**Q:** I need the attraction between a lithium ion and fluorosilane, SiH₃F, with four density functionals: revPBE, BLYP, PBE0 and B3LYP. Other methods have already been run on the same pair. Can I estimate the four from those?

Li+ and SiH3F at the minimum of the pair, gas phase, Ansatz 0.2.0: interaction energy with counterpoise (negative binds) and deformation energy of the fragments, in def2-TZVPPD at PBE0-D4/def2-TZVP structures. Correlated wave functions use frozen cores. The reference is an estimate of CCSD(T) at the basis-set limit, as a rule a focal-point one: Hartree–Fock and MP2 correlation extrapolated from triple and quadruple zeta, plus CCSD(T) less MP2 from triple zeta alone.

| method | class | exact exchange, short range (%) | exact exchange, long range (%) | interaction (kcal/mol) | interaction less reference (kcal/mol) | deformation (kcal/mol) |
| --- | --- | --- | --- | --- | --- | --- |
| PBE-D4 | GGA | 0 | 0 | -30.88 | 0.80 | 2.35 |
| revPBE-D4 | GGA | 0 | 0 | ? | ? | ? |
| BLYP-D4 | GGA | 0 | 0 | ? | ? | ? |
| r2SCAN-D4 | meta-GGA | 0 | 0 | -29.87 | 1.80 | 3.43 |
| B97M-V | meta-GGA | 0 | 0 | -30.12 | 1.56 | 4.04 |
| PBE0-D4 | global hybrid | 25 | 25 | ? | ? | ? |
| B3LYP-D4 | global hybrid | 20 | 20 | ? | ? | ? |
| HSE06-D4 | screened hybrid | 25 | 0 | -32.02 | -0.34 | 3.45 |
| wB97X-V | range-separated | 17 | 100 | -31.40 | 0.27 | 3.17 |
| wB97M-V | range-separated | 15 | 100 | -31.45 | 0.23 | 3.07 |
| B2PLYP | double hybrid | 53 | 53 | -32.08 | -0.40 | 3.17 |
| HF | Hartree-Fock | 100 | 100 | -33.33 | -1.65 | 4.99 |
| MP2 | wave function | n/a | n/a | -30.47 | 1.21 | 3.24 |
| CCSD | wave function | n/a | n/a | -31.24 | 0.44 | 3.64 |
| CCSD(T) | wave function | n/a | n/a | -30.70 | 0.98 | 3.38 |

**A:** You can try, if each estimate has a reason and an error bar. First keep two energies apart. The interaction is the energy gained when the ion meets a molecule that already has the shape it takes in the complex, and a more negative value means a stronger pull. The deformation energy is the price of bringing the free molecule into that shape.

**Q:** What holds the pair together?

**A:** Mainly the electric field of the ion, which acts on a polar molecule and polarizes it further. Fluorine is the negative end of SiH₃F, and in the computed structure the ion sits next to it, 1.75 Å away. Other things being equal, the more electron density a method places on fluorine, the larger the dipole and the stronger the pull.

**Q:** And how does the functional come into that?

**A:** Through exchange. PBE is a GGA: it builds exchange from the local density and its gradient, and such functionals tend to spread electrons too evenly along a polar bond. A hybrid replaces part of this by exact exchange, which leaves more density on fluorine. That is a theoretical argument, but the table agrees in direction: from PBE to HSE06, its close relative with 25 % exact exchange at short range, the interaction strengthens by 1.14 kcal/mol.

**Q:** The deformation energy rises as well, by 1.10. Does a stronger pull distort the molecule more?

**A:** Not here, because every method is given the same structures, taken from PBE0. What differs, I think, is mainly the bond length that each method would prefer, though the table has no bond lengths to test this. The ion draws fluorine away from silicon. A method that likes a long Si–F bond finds the stretched molecule comfortable and charges little for it, while one that likes a short bond charges more.

**Q:** Can you put that into a formula?

**A:** Leave the bond angles aside and treat the Si–F bond as a spring of stiffness $k$. Let $d$ be the stretch on going from the free molecule to the complex, and $\delta$ the amount by which a method's own bond is longer than the PBE0 bond. The spring is off its rest length by $-\delta$ in the free molecule and by $d-\delta$ in the complex, so

$$E_{\text{def}}=\tfrac{k}{2}\left[(d-\delta)^2-\delta^2\right]=k\,d\left(\tfrac{d}{2}-\delta\right).$$

GGAs usually make such bonds longer than PBE0 does, so $\delta$ is positive and the price falls. Hartree–Fock usually makes them shorter, and it has the highest deformation energy in the table.

**Q:** Then exact exchange controls both energies?

**A:** It moves both, but it isn't the only thing that does. Look at r2SCAN, which has no exact exchange. Its deformation energy of 3.43 kcal/mol equals that of HSE06 within a few hundredths, yet it pulls more weakly than PBE. I would therefore carry the effect of exact exchange only from a GGA to the hybrid built on it.

**Q:** Why not draw a line from PBE to Hartree–Fock and read it off at 25 %?

**A:** Hartree–Fock also discards correlation, so that line mixes two changes. It puts the interaction at −31.49 kcal/mol, about half a kcal/mol weaker than HSE06 really gives. I prefer the step from PBE to HSE06, scaled by the share of exact exchange.

**Q:** Show me one case in full.

**A:** Take B3LYP, with 20 % exact exchange. It is built on BLYP, whose values aren't known yet, so I have to start from PBE and add 20/25 of the step:

$$-30.88+\tfrac{20}{25}\,(-1.14)=-31.79\ \text{kcal/mol}.$$

For the deformation energy the same rule gives $2.35+0.88=3.23$. I lower this by a guessed 0.4, because BLYP and B3LYP tend towards longer bonds, and arrive at 2.83.

**Q:** And the other three?

**A:** PBE0 has the same 25 % as HSE06 but keeps it at long range too. The ion's electrostatic pull isn't screened in either, so I use the HSE06 values. For BLYP I borrow PBE's interaction. For revPBE I weaken it by a guessed 0.5, since its exchange is more repulsive where the two densities overlap. Both GGAs also get a slightly lower deformation energy than PBE, for longer bonds.

The forecasts, in kcal/mol, are:

- **revPBE:** interaction −30.4 ± 0.8, deformation 2.15 ± 0.5
- **BLYP:** interaction −30.9 ± 1.0, deformation 1.95 ± 0.5
- **PBE0:** interaction −32.0 ± 0.3, deformation 3.45 ± 0.2
- **B3LYP:** interaction −31.8 ± 1.0, deformation 2.83 ± 0.5

The bars are my judgement, guided by the spread of about 1 kcal/mol among the known functionals without exact exchange. I also expect revPBE to pull most weakly of the four. B3LYP should have a stronger interaction and a larger deformation energy than BLYP, with the sums of the two energies less than 0.5 apart.

**Q:** Let's see the computed values.

The withheld rows as computed:

| method | class | exact exchange, short range (%) | exact exchange, long range (%) | interaction (kcal/mol) | interaction less reference (kcal/mol) | deformation (kcal/mol) |
| --- | --- | --- | --- | --- | --- | --- |
| revPBE-D4 | GGA | 0 | 0 | -29.79 | 1.88 | 2.11 |
| BLYP-D4 | GGA | 0 | 0 | -31.70 | -0.02 | 2.04 |
| PBE0-D4 | global hybrid | 25 | 25 | -32.06 | -0.38 | 3.44 |
| B3LYP-D4 | global hybrid | 20 | 20 | -32.85 | -1.17 | 3.01 |

**A:** All four deformation energies fall within their bars, and so do three of the four interactions. B3LYP lies just outside. The three qualitative forecasts hold. The output after the text lists each miss.

**Q:** The PBE0 forecast is almost exact. Why did that one work so well?

**A:** Because HSE06 was a true neighbour. The two differ mainly in exact exchange at long range, and here their interactions are only 0.04 kcal/mol apart. HSE06 fades out exact exchange gradually, over several ångström, so within a molecule as small as this one much of it is still at work. That reading is theory; the near-equality is what the numbers show.

**Q:** And what went wrong with B3LYP?

**A:** Mainly its starting point. BLYP pulls 0.82 kcal/mol more strongly than PBE, whereas I had set them equal, and B3LYP inherits that error. The step from BLYP to B3LYP was also a little too small in my estimate: 0.91 against a computed 1.15. B3LYP changes more than the share of exact exchange, so a scaled PBE step can only be approximate.

**Q:** Why does BLYP pull more strongly than PBE?

**A:** I can't tell from these energies. The two differ in exchange and in correlation, and each has its own dispersion correction. With revPBE I had at least the direction right, but the weakening is 1.09 kcal/mol, about twice my guess. Changing from one GGA to another can thus matter as much as adding a quarter of exact exchange.

**Q:** So is it the hybrid or the GGA that I should trust?

**A:** For the interaction, that depends on where the GGA starts. The coupled-cluster reference is −31.68 kcal/mol. It is itself an estimate of the basis-set limit, as a rule put together from extrapolated Hartree–Fock and MP2 energies and a coupled-cluster correction from triple zeta alone, and the errors here are measured against that estimate. PBE pulls too weakly by 0.80, and exact exchange carries it past the reference, to 0.38 too strong in PBE0. BLYP is already at the reference, so the same kind of step leaves B3LYP 1.17 too strong.

**Q:** Then PBE0 is twice as good as PBE, and BLYP is best?

**A:** I wouldn't rank errors of a few tenths. The reference was computed with frozen cores, and if lithium's 1s shell is among them, the ion has no correlated electrons at all. The reference also lies 0.98 kcal/mol below CCSD(T) in def2-TZVPPD, so much rests on the step to the basis-set limit. As a rule that step is extrapolated only for Hartree–Fock and MP2, while the difference between CCSD(T) and MP2 is taken from triple zeta and assumed to hold at the limit. There is also a more serious objection to calling BLYP best: you have looked at only one of the two energies.

**Q:** Because to separate the pair I need the sum?

**A:** Yes. When the ion leaves, the molecule relaxes and pays the deformation energy back. With the coupled-cluster deformation energy, the reference sum is −28.30 kcal/mol. Both parts are estimates: the interaction is as a rule a focal-point value, with CCSD(T) less MP2 from triple zeta alone, and the deformation energy was computed in def2-TZVPPD with no step to the limit at all, so it is less certain still. BLYP gives −29.66, so against this reference it overbinds by more than 1 kcal/mol although its interaction looked perfect: it deforms the molecule too cheaply. PBE, whose interaction was too weak, comes to −28.53.

**Q:** Does the sum also change less when exact exchange is added?

**A:** In these pairs it does. From PBE to PBE0 the interaction strengthens by 1.18 and the deformation energy rises by 1.09, so the sum hardly moves. From BLYP to B3LYP it moves by 0.18. I know of no law that makes the two changes cancel. Between functionals in general they needn't: r2SCAN pulls more weakly than PBE and also charges more for the deformation.

**Q:** Is the sum at least less sensitive to the borrowed structures?

**A:** It should be. Near a minimum the energy changes only with the square of a small error in bond length, and this holds for the free molecule and for the complex. Using the PBE0 structures instead of a method's own changes the deformation energy by about $-kd\delta$, as the formula shows, so it must change the interaction by about $+kd\delta$ for the sum to stay nearly the same. Borrowed structures thus move energy from one column to the other and hardly touch the sum. With its own, longer bond, a GGA should show a stronger interaction and a higher deformation energy than it does here, though these energies can't tell by how much. So BLYP's seemingly perfect interaction may owe something to the PBE0 structures, and the step in interaction from a GGA to its hybrid should be smaller if each method used its own.

**Q:** So how would I estimate another hybrid for this pair?

**A:** If it is built on a GGA, start from that one, computed for this same pair in the same structures, and add the step for the share of exact exchange. For B3LYP this gives $-31.70-0.91=-32.61$ kcal/mol, within about a quarter of a kcal/mol of the computed value. That is hindsight, not a forecast, but it shows which calculation would have been worth running first.

Printed output of the fit:

```
Interaction, HSE06 less PBE (kcal/mol): -1.14
Deformation, HSE06 less PBE (kcal/mol): 1.1
Interaction plus deformation, HSE06 less PBE (kcal/mol): -0.04
Interaction plus deformation, HF less PBE (kcal/mol): 0.19
Span of the known semilocal interactions (kcal/mol): 1.01
Rival, interaction a quarter of the way from PBE to HF (kcal/mol): -31.49
Rival less computed HSE06 interaction (kcal/mol): 0.5275
Forecasts for withheld rows, known rows repeat the table, miss is forecast less computed (kcal/mol):
        row  forecast interaction  bar  computed interaction   miss  forecast deformation  bar of deformation  computed deformation  miss of deformation  computed sum
     PBE-D4                -30.88    0                -30.88      0                  2.35                   0                  2.35                    0        -28.53
  revPBE-D4                -30.38  0.8                -29.79  -0.59                  2.15                 0.5                  2.11                 0.04        -27.68
    BLYP-D4                -30.88    1                 -31.7   0.82                  1.95                 0.5                  2.04                -0.09        -29.66
  r2SCAN-D4                -29.87    0                -29.87      0                  3.43                   0                  3.43                    0        -26.44
     B97M-V                -30.12    0                -30.12      0                  4.04                   0                  4.04                    0        -26.08
    PBE0-D4                -32.02  0.3                -32.06   0.04                  3.45                 0.2                  3.44                 0.01        -28.62
   B3LYP-D4                -31.79    1                -32.85  1.058                  2.83                 0.5                  3.01                -0.18        -29.84
   HSE06-D4                -32.02    0                -32.02      0                  3.45                   0                  3.45                    0        -28.57
    wB97X-V                 -31.4    0                 -31.4      0                  3.17                   0                  3.17                    0        -28.23
    wB97M-V                -31.45    0                -31.45      0                  3.07                   0                  3.07                    0        -28.38
     B2PLYP                -32.08    0                -32.08      0                  3.17                   0                  3.17                    0        -28.91
         HF                -33.33    0                -33.33      0                  4.99                   0                  4.99                    0        -28.34
        MP2                -30.47    0                -30.47      0                  3.24                   0                  3.24                    0        -27.23
       CCSD                -31.24    0                -31.24      0                  3.64                   0                  3.64                    0         -27.6
    CCSD(T)                 -30.7    0                 -30.7      0                  3.38                   0                  3.38                    0        -27.32
Interaction forecasts within their bars, of four: 3
Deformation forecasts within their bars, of four: 4
Interaction, PBE0 less PBE (kcal/mol): -1.18
Deformation, PBE0 less PBE (kcal/mol): 1.09
Rival less computed PBE0 interaction (kcal/mol): 0.5675
Interaction, B3LYP less BLYP (kcal/mol): -1.15
Deformation, B3LYP less BLYP (kcal/mol): 0.97
Interaction plus deformation, B3LYP less BLYP (kcal/mol): -0.18
Interaction, revPBE less PBE (kcal/mol): 1.09
Interaction, BLYP less PBE (kcal/mol): -0.82
Reference interaction plus CCSD(T) deformation (kcal/mol): -28.3
```
